# Einstein-based unary function: one atom, three modes

A unary description that holds down to 0 K needs a Gibbs energy whose entropy vanishes at $T=0$ and which still behaves like the familiar polynomial above room temperature. The form used for iron by Chen and Sundman (2001) does this with one Einstein term and two power terms. This page builds it from the smallest model that contains it, solves that model exactly, and compares it with the statement for a general phonon spectrum.

**Conventions.** Quantities are per mole of atoms, in J/mol and J/(mol K), at $p=1$ bar. $\theta=\hbar\omega/k_B$ is the Einstein temperature and $x=\theta/T$. $E_0$ is the energy of the static lattice, without zero-point energy. The magnetic contribution is a separate term of the database and is left out everywhere below.

## The function

$$C_p=3R\,\frac{x^2e^{x}}{(e^{x}-1)^2}+aT+bT^4$$

With $H(0)=E_0+\tfrac32R\theta$ and $S(0)=0$, the integrals $\int_0^T C_p\,dT'$ and $\int_0^T (C_p/T')\,dT'$ give

$$H=E_0+\tfrac32R\theta+\frac{3R\theta}{e^{x}-1}+\frac{aT^2}{2}+\frac{bT^5}{5},$$

$$S=3R\left[\frac{x}{e^{x}-1}-\ln(1-e^{-x})\right]+aT+\frac{bT^4}{4}.$$

In $G=H-TS$ the two terms $3R\theta/(e^x-1)$ cancel, $\tfrac12-1=-\tfrac12$ and $\tfrac15-\tfrac14=-\tfrac1{20}$, so

$$G=E_0+\tfrac32R\theta+3RT\ln(1-e^{-\theta/T})-\frac{aT^2}{2}-\frac{bT^5}{20}.$$

## The smallest model

**Lattice.** Put one atom in an isotropic harmonic well whose bottom lies at $E_0/N_A$. It has three modes with levels $\hbar\omega(n+\tfrac12)$. Each partition function is a geometric series,

$$q=\sum_{n=0}^\infty e^{-x(n+1/2)}=\frac{e^{-x/2}}{1-e^{-x}}=\frac{1}{2\sinh(x/2)},$$

and $N_A$ independent atoms have

$$F=E_0-3RT\ln q=E_0+\tfrac32R\theta+3RT\ln(1-e^{-x}).$$

These are the first three terms of $G$, with no approximation. We call the vibrational part $G_E=F-E_0$, with entropy $S_E=3R\,s(x)$, $s=x/(e^x-1)-\ln(1-e^{-x})$, and heat capacity $C_E=3R\,c(x)$, $c=x^2e^x/(e^x-1)^2$. The well is rigid, so the model has $C_p=C_V$, and $G-F=pV$ is a constant. With a typical molar volume of 7.09 cm³/mol for bcc Fe it is 0.7 J/mol and goes into $E_0$.

**Third law.** The ground state is single and a gap $\hbar\omega$ lies above it. For $x\to\infty$, $s\to(x+1)e^{-x}\to0$. The terms $aT$ and $bT^4/4$ vanish too, so $S(0)=0$, $C_p(0)=0$ and $G(0)=E_0+\tfrac32R\theta$.

**The $aT$ term.** Add electrons with a constant density of states $g$ per atom (both spins) over a range much wider than $k_BT$ on each side of the Fermi level. The chemical potential then stays fixed, particles and holes contribute equally, and

$$F_{el}(T)-F_{el}(0)=-2N_Ag(k_BT)^2\int_0^\infty\ln(1+e^{-u})\,du=-\frac{\pi^2}{6}N_Ag\,k_B^2T^2 .$$

This is $-\gamma T^2/2$ with $\gamma=\tfrac{\pi^2}{3}N_Ag\,k_B^2$. In an assessment $a$ also absorbs low-order anharmonicity and the dilation term $C_p-C_V=9\alpha^2VB_TT$, so it is a fitted constant.

**The $bT^4$ term** has no such model behind it. It is an empirical upturn towards the melting point and should not be extrapolated above it.

## Inputs for bcc Fe

- $\theta=309$ K, a typical assessed value with the magnetic part removed. It means $\hbar\omega=26.6$ meV, $\nu=6.44$ THz and a zero-point energy $\tfrac32R\theta=3853.8$ J/mol (39.9 meV/atom).
- Electronic part of $a$: a typical $\gamma\approx5.0$ mJ/(mol K²), equivalent to $g=2.1$ states/(eV atom) in the flat-band formula.
- Dilation part of $a$: the compiled $C_{11}=232.2$ GPa and $C_{12}=135.6$ GPa at 300 K (Sha 2006) give $B=(C_{11}+2C_{12})/3=167.8$ GPa, where we ignore the small difference between adiabatic and isothermal moduli. The compiled linear expansion is $11.8\times10^{-6}$ K⁻¹ at 293 K (Kaye and Laby Online, NPL). Then $9\alpha^2VB=1.5$ mJ/(mol K²) near room temperature.
- We assume $a=5.0+1.5=6.5$ mJ/(mol K²) and $b=6.7\times10^{-13}$ J/(mol K⁵). A constant $a$ is a compromise, since $\alpha\to0$ at low temperature and the dilation part disappears there.

The model then gives:

| $T$ (K) | $C_E$ | $C_p$ | $S$ | $G_E$ | $G-E_0$ |
|---|---|---|---|---|---|
| 0 | 0 | 0 | 0 | 3853.8 | 3853.8 |
| 100 | 11.89 | 12.54 | 5.49 | 3737.6 | 3705.1 |
| 300 | 22.85 | 24.81 | 27.23 | 549.1 | 256.5 |
| 1000 | 24.75 | 31.92 | 61.00 | −29194.7 | −32478.2 |

These are the model's numbers, printed with enough digits to test an implementation. An assessed $\theta$ is fitted to calorimetric data, so closeness to tabulated values near 300 K would test nothing. The removed term is large. In the convention $S_{mag}^{\infty}=R\ln(\beta+1)$, the compiled spin moment $\beta=2.13\,\mu_B$ (Ekholm 2018) gives 9.49 J/(mol K) for full disordering, much of it released around the compiled Curie temperature of 1043 K (Arale Brännvall 2024). At 1000 K the heat capacity of real iron is typically somewhat above 50 J/(mol K), so the non-magnetic model is low there by roughly two fifths.

## High-temperature limit

For small $x$,

$$\frac{x}{e^x-1}=1-\frac x2+\frac{x^2}{12}-\frac{x^4}{720}+\dots,\qquad \ln(1-e^{-x})=\ln x-\frac x2+\frac{x^2}{24}-\frac{x^4}{2880}+\dots$$

The terms $x/2$ cancel in $s$. In $G_E$ the term $3RT(-x/2)=-\tfrac32R\theta$ cancels the zero-point energy:

$$S_E=3R\left[1+\ln\frac T\theta+\frac{\theta^2}{24T^2}-\frac{\theta^4}{960T^4}+\dots\right],$$

$$G_E=3RT\ln\theta-3RT\ln T+\frac{R\theta^2}{8T}-\dots$$

Three points follow.

1. The limit $3R[1+\ln(T/\theta)]$ belongs to the Einstein part alone. The total entropy also holds $aT+bT^4/4$, which is 6.67 J/(mol K) at 1000 K.
2. The expansion produces the $T$, $T\ln T$ and $T^{-1}$ terms of the SGTE polynomials (Dinsdale 1991). For $\theta=309$ K it reads $G_E\approx143.0\,T-24.94\,T\ln T+9.92\times10^{4}/T$.
3. The power series have their nearest singularities at $x=\pm2\pi i$ and converge only for $T>\theta/2\pi=49.2$ K. The leading entropy turns negative below $\theta/e=113.7$ K, and the $1/T$ term diverges at 0 K. The closed form has none of these limits.

At 300 K the leading term gives 24.206 J/(mol K), the $\theta^2$ term raises it to 25.309, and the exact value is 25.280. At 1000 K the $\theta^2$ term is down to 0.099.

## General statement: any harmonic spectrum

For a normalised distribution of mode temperatures $\theta_i$, with average $\langle\cdot\rangle$, the entropy is $3R\langle s(\theta_i/T)\rangle$. The expansion above, mode by mode, gives

$$S=3R\left[1+\ln\frac{T}{\theta_0}+\frac{\langle\theta_i^2\rangle}{24T^2}-\dots\right],\qquad \ln\theta_0=\langle\ln\theta_i\rangle .$$

The Einstein function therefore has the exact high-temperature harmonic entropy of any crystal when $\theta$ is the geometric mean $\theta_0$ of its spectrum. There is also a bound. Since $ds/d\ln x=-c(x)$ and $c$ falls as $x$ grows, $s$ is convex in $\ln x$. Jensen's inequality then says that every spectrum with geometric mean $\theta_0$ has $S\ge S_E(\theta_0)$ at all temperatures.

**Same atom, anisotropic well.** The smallest test keeps three modes and splits them into two soft and one stiff, $\theta_t,\theta_t,\theta_l$, with $\theta_l/\theta_t=r$ and $(\theta_t^2\theta_l)^{1/3}=\theta$. Hence $\theta_t=\theta r^{-1/3}$, $\theta_l=\theta r^{2/3}$ and $S=R[2s(\theta_t/T)+s(\theta_l/T)]$. As an illustration let $r$ be the ratio of sound velocities along [100], $\sqrt{C_{11}/C_{44}}=1.409$ with the compiled $C_{44}=117$ GPa (Sha 2006). This gives $\theta_t=275.6$ K, $\theta_l=388.3$ K and $\langle\theta_i^2\rangle/\theta^2=1.057$.

**Debye spectrum.** With $u=\theta_i/\theta_D$ distributed as $3u^2\,du$ on $[0,1]$,

$$\langle\ln u\rangle=\int_0^1 3u^2\ln u\,du=-\tfrac13 ,$$

so $S_D\to3R[\tfrac43+\ln(T/\theta_D)]$, and equal high-temperature entropy requires

$$\theta=\theta_De^{-1/3}=0.7165\,\theta_D .$$

The Debye partner of $\theta=309$ K has $\theta_D=431.2$ K and $\langle\theta_i^2\rangle/\theta^2=\tfrac35e^{2/3}=1.169$.

Exact vibrational entropies in J/(mol K), from unrounded $\theta_t$, $\theta_l$, $\theta_D$:

| $T$ (K) | limit $3R[1+\ln(T/\theta)]$ | Einstein | two frequencies | Debye |
|---|---|---|---|---|
| 100 | −3.197 | 4.836 | 5.052 | 5.604 |
| 300 | 24.206 | 25.280 | 25.336 | 25.449 |
| 1000 | 54.237 | 54.336 | 54.342 | 54.353 |

All three spectra approach the same limit from above. Einstein is lowest in each row, as the bound requires. The gap between Debye and Einstein shrinks from 0.77 at 100 K to 0.017 at 1000 K, and at high $T$ it falls as $1/T^2$.

**Which property is matched matters.** Equal zero-point energy needs $\theta=\langle u\rangle\theta_D=\tfrac34\theta_D$. An equal leading quantum correction to the heat capacity, $c\approx1-x^2/12$, needs $\theta=\sqrt{\langle u^2\rangle}\,\theta_D=\sqrt{3/5}\,\theta_D=0.7746\,\theta_D$. Phase equilibria at high temperature depend on $G_E\approx3RT\ln(\theta/T)$, so the entropy match is the one to use for them.

**Which $\theta_D$ is converted matters too.** The compiled Debye temperature of bcc Fe is 470 K (Wikipedia, temperature not stated). The three rules turn it into 336.8 K (entropy), 352.5 K (zero point) and 364.1 K (heat capacity). The factor $e^{-1/3}$ is exact for a true Debye spectrum. A real spectrum has a different effective $\theta_D$ for each moment, and only the one defined from $\langle\ln\theta_i\rangle$ converts to $\theta_0$. A $\theta_D$ from the $T^3$ law or from sound velocities samples the longest wavelengths alone. A fitted $\theta$, for its part, trades off against $a$. Using 336.8 K in place of 309 K lowers the high-temperature limit of $S$ by $3R\ln(336.8/309)=2.15$ J/(mol K) and raises $G$ by about 2.2 kJ/mol at 1000 K. A converted $\theta_D$ is therefore a starting value for a fit.

## Two polymorphs

Give the atom two possible wells, phase 1 with $(E_1,\theta_1)$ and phase 2 with $(E_2,\theta_2)$, and the same $a$ and $b$. With $\Delta$ meaning phase 2 minus phase 1, the exact difference is

$$\Delta G=\Delta E_0+3RT\ln\frac{\sinh(\theta_2/2T)}{\sinh(\theta_1/2T)} .$$

At $T=0$ this is $\Delta E_0+\tfrac32R(\theta_2-\theta_1)$ with $\Delta S=0$. At high temperature

$$\Delta G\approx\Delta E_0-T\,\Delta S_\infty-\frac{R(\theta_1^2-\theta_2^2)}{8T},\qquad \Delta S_\infty=S_2-S_1=3R\ln\frac{\theta_1}{\theta_2}.$$

The softer phase has the higher entropy. The limit has the form $A-BT$ of a classical lattice stability, and its intercept is the static difference $A=\Delta E_0$, without zero-point energy. A change of 1 % in one $\theta$ shifts $B$ by 0.25 J/(mol K).

Take $\theta_1=309$ K and a hypothetical second phase with assumed $\theta_2=290$ K and $\Delta E_0=1500$ J/mol. Then $\Delta S_\infty=1.583$ J/(mol K) and $\Delta G(0)=1263.0$ J/mol. The crossing $\Delta G=0$ comes out as follows.

| level | crossing (K) |
|---|---|
| $A-BT$ with $A=\Delta E_0$ | 947.6 |
| with the $1/T$ term | 939.7 |
| exact root | 939.7 |
| $A-BT$ with $A=\Delta G(0)$, incorrect | 798 |

The second row is the larger root of $BT^2-AT+C=0$ with $C=R(\theta_1^2-\theta_2^2)/8=1.183\times10^4$ J K/mol, namely $T=[A+\sqrt{A^2-4BC}]/2B$. The exact $\Delta S$ at the crossing is 1.570 J/(mol K), slightly below $\Delta S_\infty$. The last row shows what happens when a 0 K energy difference that already includes zero-point energy is combined with the classical slope.

Equal $a$ is a real restriction. An assumed $\Delta a=+0.5$ mJ/(mol K²) adds 0.47 J/(mol K) to $\Delta S$ and $-221$ J/mol to $\Delta G$ at 940 K, and it moves the model's crossing to 830 K. These crossings belong to the model. They say nothing about the bcc–fcc transitions of iron, where the magnetic entropy estimated above is several times $\Delta S_\infty$.

## What "valid to 0 K" means

The function obeys the third law and stays finite, but it lacks the acoustic $T^3$ law. At 20 K the Einstein term gives $1.16\times10^{-3}$ J/(mol K). The Debye law $\tfrac{12\pi^4}{5}R(T/\theta_D)^3$ with the compiled 470 K gives 0.150 J/(mol K), which is 129 times more and exceeds even the model's $aT=0.130$ J/(mol K). The model's total $C_p$ at 20 K is thus about half of what $aT$ plus the Debye law would give. The cost in Gibbs energy is small, since the thermal free energy of the Debye lattice at 20 K is $-\tfrac{\pi^4}{5}RT(T/\theta_D)^3=-0.25$ J/mol. The single-$\theta$ function is therefore adequate for equilibria, and it should not be used for cryogenic heat capacities. A weighted sum of Einstein terms, with weights $w_i$ adding to one, improves the intermediate range. It keeps $S(0)=0$, and its high-temperature entropy is fixed by $\ln\theta_0=\sum_iw_i\ln\theta_i$.